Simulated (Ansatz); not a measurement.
# Redistribution: CH2ClF + C2H2FI → CH2ClI + C2H2F2

Species: CH2ClF (chlorofluoromethane) `FCCl`, singlet; C2H2FI `C=C(F)I`, singlet; CH2ClI (chloroiodomethane) `ClCI`, singlet; C2H2F2 (vinylidene fluoride) `C=C(F)F`, singlet. The partners trade F for I; both sit on C, so the bond types are kept.

Shapes, held fixed at every level: PBE0-D4/def2-TZVP. Programs: Ansatz 0.2.0. The zero-point and thermal change to 298 K, harmonic and unscaled (PBE0-D4/def2-TZVP), is -0.5 kJ/mol.

```tsv
level	kind	ΔH(298 K) (kJ/mol)	less CCSD(T)/def2-TZVPP
HF/def2-SVP	Hartree–Fock	-32.9	-11.1
HF/def2-TZVPP	Hartree–Fock	-27.9	-6.1
r2SCAN-D4/def2-TZVPP	meta-GGA	-23.3	-1.5
PBE0-D4/def2-TZVPP	global hybrid	-25.3	-3.5
r2SCAN0-D4/def2-TZVPP	global hybrid	-26.7	-4.9
wB97M-V/def2-TZVPP	range-separated hybrid	-23.9	-2.1
MP2/def2-SVP	perturbation theory	-30.8	-9.0
CCSD(T)/def2-TZVPP	coupled cluster or CI	-21.8	0.0
```

The highest level, CCSD(T)/def2-TZVPP, gives ΔH(298 K) = -21.8 kJ/mol; the levels span -32.9 to -21.8. The column of differences is taken from that level and isn't an error. No measured value is set beside it here. For atoms past krypton def2 sets carry core potentials with scalar relativity. Correlated rows may include outer-core shells of I, which these sets cover unevenly.

Every level places the products lower in enthalpy, so fluorine prefers the vinylic carbon that already bears fluorine, while iodine goes to the chloromethyl carbon. With a thermal term of only -0.5 kJ/mol, this preference is essentially electronic. It probably reflects the strong, polar C–F bond at an sp2 carbon, aided by fluorine lone-pair donation and the favourable pairing of two fluorines on one electron-poor carbon. These gains outweigh the loss of the weaker anomeric stabilisation between F and Cl in CH2ClF.

Hartree–Fock exaggerates the exothermicity, and correlation reduces it from -27.9 to -21.8 kJ/mol in the larger basis, which suggests that the mean-field description overstates the benefit of concentrating polar bonds at one carbon. The MP2 deviation cannot be assigned to perturbation theory alone, since Hartree–Fock also becomes less exothermic when the same small basis is enlarged. The overall enthalpy does not separate the geminal fluorine effect from the preference of fluorine for sp2 carbon.
